**Q:** The molecule is computed as a triplet, with one hydrogen bridging Ge and Al and two more on Al. Each theory gives its atomization energy, and the table lists how far that lies from the CCSDT(Q) value in the same basis. Why do the first four errors shrink so steadily, and why does the fifth jump to the other side?

Errors in the atomization energy of neutral triplet AlGeH3, without zero-point energy, from Ansatz 0.2.0 and the in-house AFQMC program afq 1. All levels use the cc-pVDZ basis, a UHF determinant for the molecule, frozen cores (including Ge 3d) and no relativity, at the PBE0/def2-TZVP geometry.

| level | this level less the reference (CCSDT(Q), same basis) (meV) | statistical noise, one standard error (meV) |
| --- | --- | --- |
| HF | -2012.0 | 0.00 |
| MP2 | -263.0 | 0.00 |
| CCSD | -109.0 | 0.00 |
| CCSD(T) | -21.0 | 0.00 |
| ph-AFQMC/HF | 139.0 | 33.00 |
| ph-AFQMC/CISD | -7.0 | 10.00 |
| released AFQMC | 0.0 | 13.00 |
| free AFQMC | -15.0 | 10.00 |

**A:** Start with what is being subtracted. The atomization energy is the energy of the separate atoms less that of the molecule. A method that puts the molecule too high therefore binds too weakly, and one that puts the atoms too high binds too strongly:

$$\text{error of atomization} = \text{error of atoms} - \text{error of molecule}.$$

A negative entry means underbinding. Total energies of the molecule from the same calculations let us split each entry into these two parts, as the output below the text does.

**Q:** Then why does Hartree-Fock (HF) lose 2 eV of binding?

**A:** In HF each electron feels only the average field of the others, so two electrons of opposite spin in one orbital don't dodge each other. The energy gained by dodging is the correlation energy, and it is greatest within such pairs. The free atoms have two filled valence pairs, $3s^2$ on Al and $4s^2$ on Ge. The molecule has ten valence electrons, two of them unpaired, which leaves four pairs. Bonding has made two new pairs, and HF misses the correlation in both. It also misses the weaker dodging between electrons in different orbitals, which a count of pairs leaves out.

**Q:** Can I estimate the loss from that count?

**A:** Roughly. The atoms have 2.87 eV of correlation energy, or $2.87/2 \approx 1.43$ eV for each of their two pairs. Two new pairs at that price should add $2 \times 1.43 \approx 2.87$ eV to the binding. The calculation gives 2.01 eV, so the count has the right size but is about 40% too high.

Nothing was fitted here, but the atomic price is crude. It charges all the correlation to the pairs, although the $s$ electrons also dodge the unpaired $p$ electrons. Besides, an $s^2$ pair in these free atoms lies close in energy to $p$ orbitals with room to spare, and it can avoid itself cheaply by mixing in $p^2$. Bonding puts electrons into those $p$ orbitals and blocks part of this mixing. That is a standard argument, not something the energies prove.

**Q:** MP2 is only 263 meV short. Does it describe correlation that well?

**A:** No, it gains much from cancellation. MP2 misses a quarter of the correlation energy in the molecule and a third in the atoms. In energy these are 1.21 and 0.94 eV, and only the difference reaches the atomization energy. MP2 treats the dodging as a small correction and doesn't let the excited pairs act back on one another. CCSD does, and the errors of both molecule and atoms fall steeply.

**Q:** What do the triples in CCSD(T) add?

**A:** They describe three electrons rearranging together. Hydrogen has one valence electron, Al three and Ge four, so the separate atoms offer few such groups, while the molecule brings ten electrons together. The triples accordingly lower the molecule by 125 meV and the atoms by 37 meV, which adds 88 meV of binding. The remaining 21 meV of underbinding comes from what CCSD(T) still lacks. In the molecule that is 33.5 meV from a fuller treatment of triples and 5.9 meV from quadruples, and the error of the atoms cancels about half of the sum.

**Q:** So more correlation means more binding. Why does phaseless AFQMC with the HF trial, "ph-AFQMC/HF", overbind by 139 meV?

**A:** Because its error is of another kind. AFQMC samples the correlated state with random walkers, whose complex phases would in time drown the signal. The phaseless constraint prevents this by steering the walkers with a trial wavefunction. If the trial is poor, the energy is biased, and it can end up above or below the true one.

**Q:** Could it just be noise?

**A:** Hardly, as the error is about four times its standard error of 33 meV. The split shows where it arises: the atoms lie $87 \pm 14$ meV too high, while the molecule lies $52 \pm 30$ meV too low. Both push towards overbinding, but only the atomic part is clearly resolved.

The likely reason is again the $s^2$ pair. A single HF determinant contains none of its mixing with $p^2$, so it steers the atomic walkers badly. A CISD trial includes such double excitations, and with it the atoms are only 6 meV too high. The two runs also differ in the number of walkers and the noise they aimed for, so this comparison supports the explanation without proving it.

**Q:** Which of the last three rows is best, then?

**A:** The data can't say. The CISD-trial walk, the walk released from its constraint and the free walk, which never had one, all agree with the reference within 1.5 standard errors. Those errors leave out any bias from the constraint and any remainder of the starting state. The zero of the released walk is also no independent success, because the reference was accepted only on condition that the two agreed closely.

Nor does a small error here promise agreement with experiment. All levels share a small basis, a frozen Ge $3d$ shell and no relativity, and the comparison can't reveal what these cost.

Printed output of the fit:

```
Energy errors against CCSDT(Q) in meV:
             row  atomization  molecule  sum of atoms
              HF        -2012      4881          2869
             MP2         -263      1207         943.6
            CCSD         -109     164.7          55.7
         CCSD(T)          -21      39.4          18.4
     ph-AFQMC/HF          139     -51.8          87.2
   ph-AFQMC/CISD           -7      13.3           6.3
  released AFQMC            0       1.1           1.1
      free AFQMC          -15      15.2           0.2
HF atomization energy (eV): 7.123
HF share of the reference atomization energy (%): 77.97
correlation energy of the molecule, size (eV): 4.881
correlation energy of the separate atoms, size (eV): 2.869
estimated gain from two new pairs at the atomic value per pair (eV): 2.869
estimated gain over computed gain (ratio): 1.426
correlation missed by MP2 in the molecule (%): 24.72
correlation missed by MP2 in the atoms (%): 32.89
share of the MP2 molecular error cancelled by the atoms (%): 78.2
share of the HF binding deficit removed by MP2 (%): 86.93
binding gained from MP2 to CCSD (meV): 154
binding gained from perturbative triples (meV): 88
lowering of the molecule by perturbative triples (meV): 125.3
lowering of the atoms by perturbative triples (meV): 37.3
full triples beyond (T) in the molecule (meV): 33.5
perturbative quadruples in the molecule (meV): 5.9
HF-trial atomization error in standard errors: 4.212
HF-trial error of the molecule in standard errors: -1.728
noise of the atoms in the HF-trial row, by subtraction of squares (meV): 13.81
HF-trial error of the atoms in standard errors: 6.313
fall of the atomization energy from HF trial to CISD trial (meV): 146
noise of that fall (meV): 34.48
free-walk atomization error in standard errors: -1.5
```
